Wurtzite MgS has its gap at Γ, between a valence top expected to be mainly sulfur p and a conduction edge expected to be s-like. The table follows this r2SCAN gap under strain. In the epitaxial rows both in-plane axes are strained and the cell relaxes along its normal, $z$; in the uniaxial rows the other axes are held.

Band gap of wurtzite MgS (4-atom cell, unstrained a = 4.029 Å, c = 6.454 Å) under strain, computed with Ansatz 0.2.0 using r2SCAN, plane-wave PAW, a 500 eV cutoff and a 12×12×4 k mesh, without spin polarisation. Atoms are relaxed in each strained cell except the hydrostatic one, where they are only scaled with the cell; gap changes are relative to the unstrained cell. Positive strain is tension; shear is given as the engineering angle.

| strain kind | strain (%) | band gap (eV) | band gap change (eV) |
| --- | --- | --- | --- |
| epitaxial xy | -4 | 4.215 | 0.067 |
| epitaxial xy | 2.5 | 3.829 | -0.319 |
| epitaxial xy | 5 | 3.523 | -0.624 |
| hydrostatic | 0.5 | 4.069 | -0.079 |
| shear xy | -1.5 | 4.147 | -0.001 |
| shear xy | -1 | 4.147 | 0.000 |
| shear xy | 3 | 4.144 | -0.004 |
| uniaxial x | 5 | 3.799 | -0.349 |
| uniaxial z | 0.5 | 4.139 | -0.008 |
| uniaxial z | 4 | 3.952 | -0.196 |

**(a) At 5 % tension, which closes the gap more: stretching one in-plane axis or both?**

*Solution.* Both axes, by a factor of about 1.8. Every tensile row lowers the gap. The usual reason is that the conduction edge is antibonding between neighbouring atoms, so longer bonds bring it down towards the valence top.

**(b) Is volume the whole story?**

*Solution.* No. If the hydrostatic row is taken to fix a gap change per unit of volume, the +5 % epitaxial row should lose 0.18 eV, but it loses 0.62 eV. The same rule gives about three times the computed change for 0.5 % along $z$. It does come close for 4 % along $z$, which part (e) suggests is an accident. Direction therefore matters as well as size.

**(c) The shear entries are only a few meV. Can anything be learned from them?**

*Solution.* In the printed digits they are barely resolved, but the unrounded gaps show a fall of about 0.4 meV times the square of the strain in percent, for all three rows. A valence top made of a degenerate $p_x,p_y$ pair would split in proportion to the shear, and the gap would fall linearly. The quadratic response therefore points to a single state at the top, which in wurtzite is the $p_z$-like one. Such small differences can be read because the runs share their settings and all three rows follow nearly the same curve; the gap itself is less certain, since r2SCAN usually makes gaps too small.

**(d) Why does tension along $z$ do so little at first, and in-plane tension so much?**

*Solution.* Picture a simple cubic lattice of p orbitals. At Γ neighbouring $p_z$ lobes meet head-on with opposite sign, which is antibonding, so stretching along $z$ lowers $p_z$, while stretching in the plane hardly touches it. The picture leaves out the magnesium and the splitting that wurtzite has without strain, and the real sulfur lattice is close-packed, with no nearest sulfur neighbour straight along $z$, so it suggests the direction of the effect without proving it. In this picture the valence top sinks along with the conduction edge under $z$ tension, so the gap barely changes, while under in-plane tension the top follows much less. The runs can't give the two shifts on an absolute scale, because band energies in different cells have no common zero. That zero should drift smoothly with strain, though, so each edge can still be tested on its own for a break in slope, as in (e).

For a single top state and small strains $e$, the gap change is linear:

$$\Delta E = A_z e_{zz} + A_p (e_{xx}+e_{yy}).$$

The 0.5 % row along $z$ gives $A_z = -0.00814/0.005 \approx -1.63$ eV. The hydrostatic row then gives $A_p = (-0.0787+0.0081)/0.01 \approx -7.06$ eV. The atoms in that row were only scaled with the cell, so this $A_p$ leaves out any change of the gap from their relaxation. That change is probably small, since the forces left on them are only about 0.003 eV/Å, and the 5 % row along $x$, where the atoms are relaxed, gives nearly the same constant by itself: $-0.349/0.05 \approx -7.0$ eV.

Now take the +2.5 % epitaxial row, which did not enter the constants. Its normal shrinks by 2.6 %, so

$$\Delta E = (-1.63)(-0.026) + (-7.06)(0.05) = 0.04 - 0.35 = -0.31\ \text{eV},$$

against −0.319 eV computed. The two 5 % rows are also predicted to within about 3 % of their change. The output after this text lists all rows.

**(e) Where does the rule fail, and what do the failures share?**

*Solution.* It fails for −4 % epitaxial strain, where it predicts a rise of 0.51 eV and the calculation gives 0.07 eV, and for 4 % along $z$, where the gap falls three times as far as predicted. Both strains make the cell markedly taller relative to its width. By the picture in (d), this lowers $p_z$ relative to $p_x,p_y$, until the pair becomes the new valence top and the gap drops below the old line. A simple quadratic bend would spoil the +5 % epitaxial row too, and that row fits. The band edges of the runs, each put through the same two-constant rule, place the failure in the valence top: the conduction edge stays within about 0.03 eV of its line in every row, while the valence top lies 0.42 eV above its line at −4 % epitaxial strain and 0.14 eV above it at 4 % along $z$. Which state has come to the top is still an inference, untested by orbital characters; spin–orbit coupling, which these runs leave out, would mix the states near the crossing.

**(f) What gap should a run at −1 or −2 % epitaxial strain give?**

*Solution.* Probably a larger one than at −4 %. The rule reaches the small rise of the −4 % row after only about 0.5 % compression. If it holds somewhat further, the gap must pass through a maximum and come down again. A rough estimate from the two failing rows puts the crossing near −1.3 %, but it assumes that the splitting of the two states follows only the change in c/a, takes two numbers from two rows, and so tests nothing.

**(g) Why would this matter for a light emitter?**

*Solution.* The top valence state sets the polarisation of the emitted light. Light from a $p_z$-like top is polarised along $z$ and leaves poorly through the face of a film grown along that axis; light from a $p_x,p_y$ top leaves more easily. Wurtzite is not the stable form of bulk MgS, so this concerns strained films or alloys, if they can be grown; the runs don't test whether the strained lattices are dynamically stable. The open question is whether the $p_x,p_y$ pair really holds the top at −4 %, and the levels at Γ in that one cell would settle it: without spin–orbit coupling the pair is doubly degenerate and the $p_z$-like state is not.

Output of the analysis:

```
Volume constant from the hydrostatic row (eV per unit ln V): -5.261
Constant for strain along z (eV per unit strain): -1.628
Constant for strain along one in-plane axis (eV per unit strain): -7.057
In-plane constant over z constant: 4.335
Gap changes in eV:
           row   computed  volume alone  two constants  two constants less computed  computed meV per % strain
  epitaxial xy    0.06697        0.2431         0.5059                       0.4389                     -16.74
  epitaxial xy    -0.3188       -0.1209        -0.3104                     0.008331                     -127.5
  epitaxial xy    -0.6243       -0.1751        -0.6043                      0.01992                     -124.9
   hydrostatic   -0.07871      -0.07871       -0.07871                            0                     -157.4
      shear xy  -0.000918             0              0                     0.000918                      0.612
      shear xy  -0.000397             0              0                     0.000397                      0.397
      shear xy  -0.003954             0              0                     0.003954                     -1.318
    uniaxial x    -0.3487       -0.2567        -0.3529                    -0.004122                     -69.75
    uniaxial z  -0.008139      -0.02624      -0.008139                            0                     -16.28
    uniaxial z    -0.1959       -0.2063       -0.06511                       0.1308                     -48.97
Shear rows, gap change over strain squared (meV per %^2): shear xy -0.408, shear xy -0.397, shear xy -0.4393
Epitaxial rows, normal contraction over in-plane strain: epitaxial xy 0.9015, epitaxial xy 1.043, epitaxial xy 1.246
Epitaxial rows, c/a: epitaxial xy 1.729, epitaxial xy 1.522, epitaxial xy 1.431
Epitaxial +5 % change over uniaxial x +5 % change: 1.79
Rough distance of the second valence state below the top without strain (eV): 0.211
Rough epitaxial strain at the crossing (%): -1.299
Compression at which the two constants already give the rise of the -4 % row (%): 0.5296
```
